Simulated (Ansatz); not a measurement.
## Ta: pressure and energy change per atom against volume scale

Results calculated with Ansatz 0.2.0, not measured. Plane-wave DFT, scalar-relativistic PAW made under PBE with cores redone for the functional, no dispersion; the given relaxed cell is scaled uniformly, energy at zero smearing counts from the unscaled cell, pressure at the given Fermi-Dirac smearing is positive in compression.

The cell before it is scaled or strained (space group P6/mmm, No. 191):
```
CELL_PARAMETERS angstrom
4.76600 0.00000 0.00000
-2.38300 4.12750 0.00000
0.00000 0.00000 2.67390
ATOMIC_POSITIONS crystal
Ta 0.00000 0.00000 0.00000
Ta 0.33333 0.66667 0.50000
Ta 0.66667 0.33333 0.50000
```

Settings of every row: spin polarised no; functional LDA; wave cutoff 420 eV; smearing width 0.1 eV; k mesh 9x9x13.

Atom starting moment: 0 on all atoms.

Limits: no spin-orbit coupling, which can matter with elements this heavy; the cell comes from a prototype or a list of computed structures and needn't be the stable phase.

```csv
row,volume scale,V (Å³/atom),pressure (GPa),energy change per atom (meV)
1,0.88,15.429,33.83,196.64
2,0.92,16.131,?,?
3,0.96,16.832,9.17,18.48
4,1.04,18.235,-7.5,17.68
5,1.08,18.936,-13.74,65.33
6,1.12,19.637,-18.89,137.79
```

Question: what pressure and energy change per atom should row 2 give?

Worked fit of pressure. Take u = (V_r/V)^(2/3) − 1 with V_r = 18.235 Å³ an atom, which is twice the finite (Eulerian) strain; such expansions in the strain, on which the Birch-Murnaghan equation of state is built, carry the rest volume and the bulk modulus. The shown rows have u = 0.11784, 0.05482, 0, -0.02483, -0.04818. Least squares give pressure = −7.563 + 267.987 × u + 705.01 × u² GPa; a straight line predicts inner rows, each left out in turn, worse (root mean square 2.4 against 0.13 GPa). The rows lie off it by 0.02, -0.08, 0.06, 0.04, -0.05 (root mean square 0.054 GPa). The pressure vanishes at u = 0.0264, or V = 17.54 Å³ an atom, and there the bulk modulus at fixed shape and fractions is B = −V dP/dV = (2/3)(1 + u) dP/du = 209 GPa. Letting shape and atoms relax would as a rule lower it, by much in layered, chain or molecular crystals. The withheld row has u = 0.08517, so the fit gives −7.563 + 267.987 × (0.08517) + 705.01 × (0.08517)² = 20.38 GPa.

The calculation gave 20.26 GPa. The fit lies 0.12 GPa (0.23 % of the column's range) above it; its largest miss of a shown row is 0.08 GPa.

Worked fit of energy change per atom. Take u = (V_r/V)^(2/3) − 1 with V_r = 18.235 Å³ an atom, which is twice the finite (Eulerian) strain; such expansions in the strain, on which the Birch-Murnaghan equation of state is built, carry the rest volume and the bulk modulus. The shown rows have u = 0.11784, 0.05482, 0, -0.02483, -0.04818. Least squares give energy change per atom = 18.024 − 1319.397 × u + 24069.32 × u² meV; a straight line predicts inner rows, each left out in turn, worse (root mean square 80 against 0.76 meV). The rows lie off it by -0.14, 0.45, -0.34, -0.29, 0.33 (root mean square 0.33 meV). Its lowest point lies at u = 0.0274, or V = 17.51 Å³ an atom, and the curvature there gives the bulk modulus at fixed shape and fractions, B = (4/9)(1 + u)² E″(u)/V = 207 GPa. Letting shape and atoms relax would as a rule lower it, by much in layered, chain or molecular crystals. The withheld row has u = 0.08517, so the fit gives 18.024 − 1319.397 × (0.08517) + 24069.32 × (0.08517)² = 80.25 meV.

The calculation gave 80.78 meV. The fit lies 0.53 meV (0.3 % of the column's range) below it; its largest miss of a shown row is 0.45 meV.
